**Relativistic shift of the 3p shell along the 23-electron sequence**

The table holds the 3p orbital energy and mean radius from V to As¹⁰⁺, from non-relativistic Hartree-Fock and from Dirac-Coulomb Hartree-Fock ($(2j+1)$ mean), as configuration averages at the basis limit. The program tests why the percentage gain in binding dips at Co⁴⁺, comparing a $(Z\alpha)^2$ law, a fitted shift $A(Z-s)^4$ divided by the binding energy, and a smooth part fixed on Zn⁷⁺ to As¹⁰⁺ with a surplus at low charge. The radius of the ten 3d⁵ ions follows $(Z\alpha)^2$ within 4 %, while the first two energy models miss by 19 % and 7 % rms and the growth of the shift per step peaks mid-series. The surplus is 39 to 49 % of the shift in Cr⁺, depending on the smooth part, and declines in parallel with signs of a loosened 3d shell, which is consistent with that cause but does not prove it. The Mn²⁺ levels show that the mean shift is less than a third of the spin-orbit splitting, and V (3d³4s²) is reported outside all fits.

Orbital energy ε and mean radius <r> of the 3p shell in the 23-electron sequence V to As10+, computed with B-spline radial code 1 for spherical atoms at the basis-set limit. The non-relativistic Hartree-Fock runs use a configuration average and a point nucleus, the Dirac-Coulomb Hartree-Fock runs an average over nl shells and a Fermi nucleus.

## The fit in Python

```python
# Table: 3p orbital energy and <r> along the 23-electron sequence, B-spline radial code,
# non-relativistic Hartree-Fock against Dirac-Coulomb Hartree-Fock ((2j+1) mean), configuration averages.
# Tested: why the percentage gain in 3p binding dips at Co4+: (1) (Z alpha)^2 law, (2) smooth shift
# over a fast-growing binding energy, (3) smooth shift plus an extra term at low charge.
T = {
    'ion': ['V', 'Cr+', 'Mn2+', 'Fe3+', 'Co4+', 'Ni5+', 'Cu6+', 'Zn7+', 'Ga8+', 'Ge9+', 'As10+'],
    'Z': [23, 24, 25, 26, 27, 28, 29, 30, 31, 32, 33],
    'charge': [0, 1, 2, 3, 4, 5, 6, 7, 8, 9, 10],  # e
    'configuration': ['[Ar] 3d3 4s2', '[Ar] 3d5', '[Ar] 3d5', '[Ar] 3d5', '[Ar] 3d5', '[Ar] 3d5', '[Ar] 3d5', '[Ar] 3d5', '[Ar] 3d5', '[Ar] 3d5', '[Ar] 3d5'],
    'e_nr': [-2.03347, -2.36209, -3.15707, -4.11155, -5.20274, -6.42075, -7.76053, -9.21917, -10.7948, -12.4862, -14.2924],  # hartree
    'e_avg': [-2.03818, -2.3757, -3.17199, -4.12921, -5.22447, -6.4479, -7.79455, -9.26163, -10.8474, -12.5509, -14.3714],  # hartree
    'e_pct': [0.232, 0.576, 0.473, 0.43, 0.418, 0.423, 0.438, 0.461, 0.488, 0.519, 0.553],  # %
    'r_nr': [1.0236, 0.97533, 0.90989, 0.84979, 0.79597, 0.74807, 0.70538, 0.66721, 0.63293, 0.60199, 0.57393],  # bohr
    'r_avg': [1.021, 0.97204, 0.90665, 0.84656, 0.79271, 0.74475, 0.702, 0.66375, 0.62938, 0.59835, 0.5702],  # bohr
    'r_pct': [-0.257, -0.338, -0.356, -0.38, -0.409, -0.443, -0.479, -0.519, -0.561, -0.605, -0.652],  # %
}
import numpy as np
from scipy.constants import alpha, physical_constants as pc
eV = pc['Hartree energy in eV'][0]
ion = T['ion']; Z = np.array(T['Z'], float)
en, ed, ep, rp = (np.array(T[k], float) for k in ('e_nr', 'e_avg', 'e_pct', 'r_pct'))
# further outputs of the same runs: total <r^2> (bohr^2), ionisation energy of the 3d5 ions (eV)
r2D = np.array([47.08961, 21.64147, 16.18676, 13.06052, 10.93277, 9.359728, 8.140004, 7.16417, 6.365686, 5.700957, 5.139883])
r2N = np.array([47.50849, 21.57527, 16.18643, 13.08533, 10.96925, 9.402312, 8.18603, 7.212222, 6.414955, 5.750955, 5.190305])
ieD = np.array([13.4645, 30.2543, 51.03185, 75.41286, 103.2083, 134.311, 168.6541, 206.1924, 246.894, 290.7353])
ieN = np.array([13.57961, 30.46957, 51.34683, 75.82978, 103.7308, 134.9434, 169.4005, 207.0567, 247.8794, 291.8444])
sh = en - ed; x = 100*(Z*alpha)**2; C = 1.25*alpha**2/162
sig = Z - (sh/C)**0.25
I = slice(1, None); H = slice(7, None)   # 3d5 ions; Zn7+ to As10+
gs = 100*(sh[1:]/sh[:-1] - 1); ge = 100*(en[1:]/en[:-1] - 1)
print("V (3d3 4s2) is outside all fits. Hydrogen-like 3p mean: shift/|e| = %.3f (Za)^2" % (1.25/9))
print("Rounding of shift: up to 0.01 mEh (V to Zn7+), 0.1 mEh (Ga8+ to As10+, %.2f %% of Ga8+)" % (100*1e-4/sh[8]))
print("ion   shift/mEh  gain/%  gain/(Za)^2  -dr/(Za)^2  implied s  step growth %: shift, |e|")
for i in range(len(Z)):
    g = "%6.1f %6.1f" % (gs[i-1], ge[i-1]) if i > 1 else "     -      -"
    print("%-6s %7.2f %7.3f %9.4f %10.4f %10.2f   %s" % (ion[i], 1e3*sh[i], ep[i], ep[i]/x[i], -rp[i]/x[i], sig[i], g))
q = -rp[I]/x[I]
print("radius coefficient, ions: mean %.4f, range %.4f to %.4f, worst deviation %.1f %%" % (q.mean(), q.min(), q.max(), 100*abs(q/q.mean()-1).max()))
a = np.exp(np.mean(np.log(ep[I]/x[I]))); m1 = a*x
ss = np.linspace(-10, 18, 2801)
sd = [np.std(np.log(sh[I]) - 4*np.log(Z[I]-s)) for s in ss]
s2 = ss[int(np.argmin(sd))]; A = np.exp(np.mean(np.log(sh[I]) - 4*np.log(Z[I]-s2)))
m2 = 100*A*(Z-s2)**4/abs(en)
s3 = sig[H].mean(); b3 = C*(Z-s3)**4; m3 = 100*b3/abs(en)
a4 = (ep[H]/x[H]).mean(); b4 = a4*x*abs(en)/100
print("model 1: gain = a (Za)^2, ten ions, a = %.4f" % a)
print("model 2: shift = A (Z-s)^4, ten ions, s = %.2f, A = %.2f x hydrogen-like" % (s2, A/C))
print("baseline a: hydrogen-like A, s = %.2f (Zn7+ to As10+, spread %.2f)" % (s3, np.ptp(sig[H])))
print("baseline b: gain = %.4f (Za)^2 (Zn7+ to As10+)" % a4)
for n, m in (("model 1", m1), ("model 2", m2), ("baseline a", m3)):
    r = 100*(m[I]/ep[I]-1); w = int(np.argmax(abs(r)))
    print("%s: rms error %.1f %%, worst %s %+.1f %%, lowest gain at %s (%.3f %%)" % (n, np.sqrt(np.mean(r**2)), ion[1+w], r[w], ion[1+int(np.argmin(m[I]))], m[I].min()))
d2 = 100*(r2D/r2N - 1); gap = d2 - 2*rp; die = 100*(ieD/ieN - 1)
print("gap = change of total <r2> minus twice the change of <r>(3p), in % points")
print("ion   error %: m1, m2 | base a gain % | excess mEh: a, b | d<r2> %, gap | d(3d IE) %")
for i in range(len(Z)):
    t = "%6.2f" % die[i-1] if i else "     -"
    print("%-6s %+6.1f %+6.1f %8.3f %+9.2f %+6.2f %+9.3f %6.3f  %s" % (ion[i], 100*(m1[i]/ep[i]-1), 100*(m2[i]/ep[i]-1), m3[i], 1e3*(sh[i]-b3[i]), 1e3*(sh[i]-b4[i]), d2[i], gap[i], t))
print("excess share of Cr+ shift: %.0f %% (a), %.0f %% (b); correlation of excess a with gap, ions: %.3f" % (100*(1-b3[1]/sh[1]), 100*(1-b4[1]/sh[1]), np.corrcoef((sh-b3)[I], gap[I])[0, 1]))
# Mn2+ Dirac run, further outputs: 3p1/2, 3p3/2 energies (hartree), radii (bohr), Breit shifts (eV)
e1, e3, r1, r3, B1, B3 = -3.205229, -3.15537, 0.9011033, 0.9094292, 0.1220257, 0.08906327
rn = T['r_nr'][2]
print("Mn2+ extra binding: 3p1/2 %+.2f, 3p3/2 %+.2f mEh; radius change %+.2f, %+.2f %%" % (1e3*(en[2]-e1), 1e3*(en[2]-e3), 100*(r1/rn-1), 100*(r3/rn-1)))
print("Mn2+ splitting %.1f mEh = %.2f x mean shift (hydrogen-like %.2f); s from splitting %.1f" % (1e3*(e3-e1), (e3-e1)/sh[2], 1.5/1.25, Z[2]-((e3-e1)/(1.2*C))**0.25))
print("Mn2+ mean Dirac shift %+.2f eV, mean Breit shift (not included) %+.2f eV" % (-sh[2]*eV, (B1+2*B3)/3))
assert np.all(np.diff(sh[I]) > 0)                 # the shift itself never falls
assert ion[1+int(np.argmin(ep[I]))] == 'Co4+'     # the dip of the percentage
assert gs[1] < gs[5] and gs[5] > gs[-1]           # step growth peaks mid-series
assert q.max()/q.min() < 1.10                     # radius close to (Z alpha)^2
```

Printed output:

```
V (3d3 4s2) is outside all fits. Hydrogen-like 3p mean: shift/|e| = 0.139 (Za)^2
Rounding of shift: up to 0.01 mEh (V to Zn7+), 0.1 mEh (Ga8+ to As10+, 0.19 % of Ga8+)
ion   shift/mEh  gain/%  gain/(Za)^2  -dr/(Za)^2  implied s  step growth %: shift, |e|
V         4.71   0.232    0.0824     0.0912      12.65        -      -
Cr+      13.61   0.576    0.1878     0.1102      10.51        -      -
Mn2+     14.92   0.473    0.1421     0.1070      11.20      9.6   33.7
Fe3+     17.66   0.430    0.1195     0.1056      11.60     18.4   30.2
Co4+     21.73   0.418    0.1077     0.1054      11.84     23.0   26.5
Ni5+     27.15   0.423    0.1013     0.1061      11.97     24.9   23.4
Cu6+     34.02   0.438    0.0978     0.1070      12.04     25.3   20.9
Zn7+     42.46   0.461    0.0962     0.1083      12.07     24.8   18.8
Ga8+     52.60   0.488    0.0954     0.1096      12.08     23.9   17.1
Ge9+     64.70   0.519    0.0952     0.1109      12.08     23.0   15.7
As10+    79.00   0.553    0.0954     0.1124      12.06     22.1   14.5
radius coefficient, ions: mean 0.1082, range 0.1054 to 0.1124, worst deviation 3.9 %
model 1: gain = a (Za)^2, ten ions, a = 0.1110
model 2: shift = A (Z-s)^4, ten ions, s = 8.43, A = 0.48 x hydrogen-like
baseline a: hydrogen-like A, s = 12.07 (Zn7+ to As10+, spread 0.02)
baseline b: gain = 0.0955 (Za)^2 (Zn7+ to As10+)
model 1: rms error 18.8 %, worst Cr+ -40.9 %, lowest gain at Cr+ (0.340 %)
model 2: rms error 7.1 %, worst Cr+ -13.9 %, lowest gain at Ni5+ (0.455 %)
baseline a: rms error 15.0 %, worst Cr+ -38.9 %, lowest gain at Cr+ (0.352 %)
gap = change of total <r2> minus twice the change of <r>(3p), in % points
ion   error %: m1, m2 | base a gain % | excess mEh: a, b | d<r2> %, gap | d(3d IE) %
V       +34.7  +90.3    0.288     -1.15  -0.76    -0.882 -0.368       -
Cr+     -40.9  -13.9    0.352     +5.30  +6.69    +0.307  0.983   -0.85
Mn2+    -21.9   +0.6    0.363     +3.45  +4.88    +0.002  0.714   -0.71
Fe3+     -7.1   +7.4    0.376     +2.21  +3.52    -0.190  0.570   -0.61
Co4+     +3.1   +9.0    0.392     +1.33  +2.44    -0.333  0.485   -0.55
Ni5+     +9.5   +7.6    0.412     +0.72  +1.54    -0.453  0.433   -0.50
Cu6+    +13.5   +4.9    0.435     +0.29  +0.82    -0.562  0.396   -0.47
Zn7+    +15.4   +1.5    0.460     +0.03  +0.25    -0.666  0.372   -0.44
Ga8+    +16.4   -1.8    0.488     -0.12  -0.17    -0.768  0.354   -0.42
Ge9+    +16.6   -5.1    0.519     -0.08  -0.34    -0.869  0.341   -0.40
As10+   +16.4   -8.1    0.551     +0.21  -0.17    -0.971  0.333   -0.38
excess share of Cr+ shift: 39 % (a), 49 % (b); correlation of excess a with gap, ions: 0.993
Mn2+ extra binding: 3p1/2 +48.16, 3p3/2 -1.70 mEh; radius change -0.97, -0.05 %
Mn2+ splitting 49.9 mEh = 3.34 x mean shift (hydrogen-like 1.20); s from splitting 7.2
Mn2+ mean Dirac shift -0.41 eV, mean Breit shift (not included) +0.10 eV
```
